**Cation p share across the valence band of SnBi₂Te₂S₂**

The table holds the total and p-projected densities of states of an unrelaxed, element-swapped SnBi₂Te₂S₂ cell in 0.50 eV bins, from scalar-relativistic plane-wave PAW PBE without spin-orbit coupling. The program integrates the bands and tests three accounts of the cation p share: ionic stacking with empty cations, a constant share, and a two-level cation-anion mixing model fitted by grid search to ten valence rows. The valence block holds 24.03 electrons, 23 % of them on Bi and Sn p, and the share falls from 45 % to 8 % towards the top. The rms misses are 29.6, 11.9 and 4.5 percentage points, but the two-level model curves where the data are nearly straight, its levels trade against each other, and it forbids empty states that exist. The weight outside the four p columns doubles to 19 % in the row at -0.78 eV.

Density of states of SnBi₂Te₂S₂ (space group R-3m, 7 atoms in the cell), from a single-point calculation on the unrelaxed cell with Ansatz 0.2.0, using scalar-relativistic PBE without spin polarization, plane waves and generated PAW datasets. The cutoff is 420 eV, the k-mesh 8×8×8, and the occupations follow a Fermi-Dirac distribution of width 0.1326 eV.

## Script

```python
# Table: binned DOS (total; Te, S, Bi, Sn p projections) of SnBi2Te2S2, Ansatz 0.2.0, PAW, PBE, scalar-relativistic.
# Tested: electron counts, and ionic stacking, constant share or two-level mixing for the cation p share.
T = {
    'E': [-11.78, -11.28, -10.78, -10.28, -9.78, -9.28, -8.78, -8.28, -7.78, -7.28, -6.78, -6.28, -5.78, -5.28, -4.78, -4.28, -3.77, -3.27, -2.77, -2.27, -1.77, -1.27, -0.78, -0.28, 0.23, 0.72, 1.23, 1.73, 2.23, 2.73, 3.23],  # eV
    'total': [4.92, 2.15, 0.38, 3.04, 2.36, 1.7, 0.53, 0.0, 0.0, 2.15, 1.66, 0.19, 0.0, 1.27, 2.66, 4.19, 5.9, 6.44, 5.83, 6.08, 6.05, 5.4, 4.19, 0.02, 0.05, 1.4, 5.0, 6.1, 5.4, 4.54, 6.42],  # states/eV/cell
    'Te_p': [0.15, 0.1, 0.01, 0.1, 0.08, 0.08, 0.01, 0.0, 0.0, 0.01, 0.0, 0.0, 0.0, 0.22, 0.61, 1.06, 1.38, 1.81, 1.77, 2.49, 2.85, 2.56, 1.5, 0.01, 0.01, 0.31, 1.07, 1.38, 1.33, 1.01, 0.69],  # states/eV/cell
    'S_p': [0.05, 0.04, 0.0, 0.06, 0.06, 0.06, 0.02, 0.0, 0.0, 0.54, 0.41, 0.04, 0.0, 0.46, 0.89, 1.4, 2.35, 2.5, 2.43, 2.02, 1.98, 1.6, 1.61, 0.0, 0.0, 0.05, 0.24, 0.34, 0.5, 0.62, 1.13],  # states/eV/cell
    'Bi_p': [0.34, 0.1, 0.02, 0.15, 0.1, 0.05, 0.02, 0.0, 0.0, 0.07, 0.03, 0.0, 0.0, 0.38, 0.8, 1.26, 1.54, 1.49, 0.95, 0.75, 0.62, 0.61, 0.22, 0.0, 0.02, 0.47, 2.04, 2.8, 2.55, 1.9, 1.57],  # states/eV/cell
    'Sn_p': [0.07, 0.01, 0.0, 0.01, 0.0, 0.0, 0.0, 0.0, 0.0, 0.0, 0.01, 0.0, 0.0, 0.18, 0.26, 0.28, 0.39, 0.33, 0.36, 0.4, 0.24, 0.14, 0.06, 0.0, 0.01, 0.35, 1.06, 1.05, 0.5, 0.58, 2.07],  # states/eV/cell
}
import numpy as np
E, tot, Te, S, Bi, Sn = (np.array(T[k], float) for k in ("E", "total", "Te_p", "S_p", "Bi_p", "Sn_p"))
h = np.diff(E).mean()
cat, an = Bi + Sn, Te + S
rest = tot - cat - an
deep, iso, vb, cb = E < -8.5, (E > -7.5) & (E < -6), (E > -5.5) & (E < 0), E > 0
print(f"bin width {h:.3f} eV; states per group (electrons/cell)")
print("group        total  Te p   S p  Bi p  Sn p  unprinted")
for n, m in (("below -8.5", deep), ("near -7", iso), ("valence p", vb), ("empty, cut", cb)):
    print(f"{n:11s}" + "".join(f"{x[m].sum()*h:6.2f}" for x in (tot, Te, S, Bi, Sn, rest)))
print(f"S p share of band near -7 eV {100*S[iso].sum()/tot[iso].sum():.0f} %; cation p in valence band {cat[vb].sum()*h:.2f} e = {100*cat[vb].sum()/tot[vb].sum():.0f} %")
neutral, ionic = np.array([8, 8, 6, 2.]), np.array([12, 12, 0, 0.])
got = np.array([x[vb].sum()*h for x in (Te, S, Bi, Sn)])
print("Te, S, Bi, Sn p count: neutral 8 8 6 2, ionic 12 12 0 0 (both sum to 24)")
print("table minus neutral (e):", np.round(got - neutral, 2), " minus ionic:", np.round(got - ionic, 2))
print("fraction of the way neutral to ionic:", np.round((got - neutral)/(ionic - neutral), 2))
print("valence p electrons per atom:", np.round(got/np.array([2, 2, 2, 1]), 2))
cen = [(E[vb]*x[vb]).sum()/x[vb].sum() for x in (Te, S, Bi, Sn)]
print("valence centroids Te, S, Bi, Sn (eV):", np.round(cen, 2), f" Te - S {cen[0]-cen[1]:.2f}")
n = tot[vb]*h; hi = np.cumsum(n); lo = hi - n; N = hi[-1]
def part(a, b):
    return np.clip(np.minimum(hi, b) - np.maximum(lo, a), 0, None)/n
for name, f in (("lower half", part(0, N/2)), ("upper half", part(N/2, N))):
    print(f"{name}: Te/(Te+S) {100*(f*Te[vb]).sum()/(f*an[vb]).sum():.0f} % (stacking predicts 0 then 100)")
for name, f in (("lower 18 e", part(0, N-6)), ("top 6 e", part(N-6, N))):
    print(f"{name}: cation share of p weight {100*(f*cat[vb]).sum()/(f*(cat+an)[vb]).sum():.0f} %")
m = vb & (tot > 1); e = E[m]; w = cat[m]/(cat + an)[m]
def model(x, a, c):
    return np.where(x < a, (a - x)/(a + c - 2*x), 0.0)
A, C = np.meshgrid(np.arange(-3, 0.001, 0.02), np.arange(0.02, 8, 0.02), indexing="ij")
R = np.sqrt(((model(e, A[..., None], C[..., None]) - w)**2).mean(-1))
i = np.unravel_index(R.argmin(), R.shape); Ea, Ec = A[i], C[i]; near = R < 1.1*R.min()
p = np.polyfit(e, w, 1); wm = model(e, Ea, Ec)
print(f"two-level fit Ea {Ea:.2f} eV, Ec {Ec:.2f} eV; within 10 % of best rms: Ea {A[near].min():.1f}..{A[near].max():.1f}, Ec {C[near].min():.1f}..{C[near].max():.1f}")
print("E (eV)  cation %  two-level %  resid  Te/(Te+S) %  unprinted % of total")
for k, j in enumerate(np.where(m)[0]):
    print(f"{E[j]:6.2f} {100*w[k]:8.1f} {100*wm[k]:10.1f} {100*(wm[k]-w[k]):8.1f} {100*Te[j]/an[j]:8.1f} {100*rest[j]/tot[j]:10.1f}")
for j in np.where(E > 0.5)[0]:
    print(f"{E[j]:6.2f} {100*cat[j]/(cat+an)[j]:8.1f}   (empty, not fitted) {100*Te[j]/an[j]:6.1f} {100*rest[j]/tot[j]:10.1f}")
rms = lambda r: 100*np.sqrt((r**2).mean())
print(f"rms (points): ionic zero {rms(w):.1f}, constant {100*w.mean():.1f} % {rms(w-w.mean()):.1f}, two-level {rms(wm-w):.1f}, straight line {rms(np.polyval(p, e)-w):.1f}")
print(f"line (description only): slope {100*p[0]:.1f} points/eV; bottom/top share ratio {w[0]/w[-1]:.1f}")
print(f"two-level worst row {e[np.abs(wm-w).argmax()]:.2f} eV; rounding limit on shares {(1.0/(cat+an)[m]).min():.1f}-{(1.0/(cat+an)[m]).max():.1f} points")
print(f"empty states in bins below fitted Ec: {tot[cb & (E < Ec)].sum()*h:.2f} (model allows 0)")
tail = np.abs(E) < 0.3
print("left out as band tails: E", E[tail], "total", tot[tail], "cation p", np.round(cat[tail], 2))
# Loewdin populations and Bader charges: further outputs of the same run (Te, S, Bi, Sn)
low = np.array([1.89+4.242+9.999, 1.839+4.658, 1.966+2.52+9.999, 1.92+1.608+9.999])
print("Loewdin charges Te, S, Bi, Sn (e):", np.round(np.array([16, 6, 15, 14]) - low, 2))
print("Bader charges (e):", np.round([-0.40476, -0.98293, 0.88147, 1.01243], 2), " formal -2 -2 +3 +2")
print(f"electrons missed by all projections {88-(low*np.array([2, 2, 2, 1])).sum():.2f}; unprinted in valence band {rest[vb].sum()*h:.2f}")
print(f"Sn s 1.92 e minus unprinted near -7 eV: at least {1.92-rest[iso].sum()*h:.2f} e lies elsewhere")
print(f"unprinted in bin -0.78: {rest[m][-1]*h:.2f} e; in bins -1.27 and -0.78: {rest[m][-2:].sum()*h:.2f} e")
assert abs(N - 24) < 0.2 and abs(tot[iso].sum()*h - 2) < 0.1
assert p[0] < 0 and w[0] > 3*w[-1] and w.max() < 0.5
assert 0 < cen[0] - cen[1] < 1
assert rest[m][-1]/tot[m][-1] > 1.5*rest[m][-2]/tot[m][-2]
```

Printed output:

```
bin width 0.500 eV; states per group (electrons/cell)
group        total  Te p   S p  Bi p  Sn p  unprinted
below -8.5   7.55  0.27  0.15  0.39  0.05  6.70
near -7      2.00  0.01  0.50  0.05  0.01  1.45
valence p   24.03  8.14  8.63  4.31  1.32  1.64
empty, cut  14.46  2.90  1.44  5.68  2.81  1.63
S p share of band near -7 eV 25 %; cation p in valence band 5.63 e = 23 %
Te, S, Bi, Sn p count: neutral 8 8 6 2, ionic 12 12 0 0 (both sum to 24)
table minus neutral (e): [ 0.14  0.63 -1.69 -0.68]  minus ionic: [-3.86 -3.37  4.31  1.32]
fraction of the way neutral to ionic: [0.03 0.16 0.28 0.34]
valence p electrons per atom: [4.07 4.31 2.16 1.32]
valence centroids Te, S, Bi, Sn (eV): [-2.45 -2.77 -3.28 -3.22]  Te - S 0.33
lower half: Te/(Te+S) 40 % (stacking predicts 0 then 100)
upper half: Te/(Te+S) 55 % (stacking predicts 0 then 100)
lower 18 e: cation share of p weight 29 %
top 6 e: cation share of p weight 13 %
two-level fit Ea -0.60 eV, Ec 2.66 eV; within 10 % of best rms: Ea -1.0..-0.3, Ec 1.5..3.8
E (eV)  cation %  two-level %  resid  Te/(Te+S) %  unprinted % of total
 -5.28     45.2       37.1     -8.1     32.4        2.4
 -4.78     41.4       36.0     -5.4     40.7        3.8
 -4.28     38.5       34.7     -3.8     43.1        4.5
 -3.77     34.1       33.0     -1.1     37.0        4.1
 -3.27     29.7       31.0      1.4     42.0        4.8
 -2.77     23.8       28.6      4.8     42.1        5.5
 -2.27     20.3       25.3      5.0     55.2        6.9
 -1.77     15.1       20.9      5.8     59.0        6.0
 -1.27     15.3       14.6     -0.7     61.5        9.1
 -0.78      8.3        5.0     -3.3     48.2       19.1
  0.72     69.5   (empty, not fitted)   86.1       15.7
  1.23     70.3   (empty, not fitted)   81.7       11.8
  1.73     69.1   (empty, not fitted)   80.2        8.7
  2.23     62.5   (empty, not fitted)   72.7        9.6
  2.73     60.3   (empty, not fitted)   62.0        9.5
  3.23     66.7   (empty, not fitted)   37.9       15.0
rms (points): ionic zero 29.6, constant 27.2 % 11.9, two-level 4.5, straight line 1.2
line (description only): slope -8.2 points/eV; bottom/top share ratio 5.5
two-level worst row -5.28 eV; rounding limit on shares 0.2-0.8 points
empty states in bins below fitted Ec: 8.98 (model allows 0)
left out as band tails: E [-0.28  0.23] total [0.02 0.05] cation p [0.   0.03]
Loewdin charges Te, S, Bi, Sn (e): [-0.13 -0.5   0.52  0.47]
Bader charges (e): [-0.4  -0.98  0.88  1.01]  formal -2 -2 +3 +2
electrons missed by all projections 0.25; unprinted in valence band 1.64
Sn s 1.92 e minus unprinted near -7 eV: at least 0.47 e lies elsewhere
unprinted in bin -0.78: 0.40 e; in bins -1.27 and -0.78: 0.65 e
```
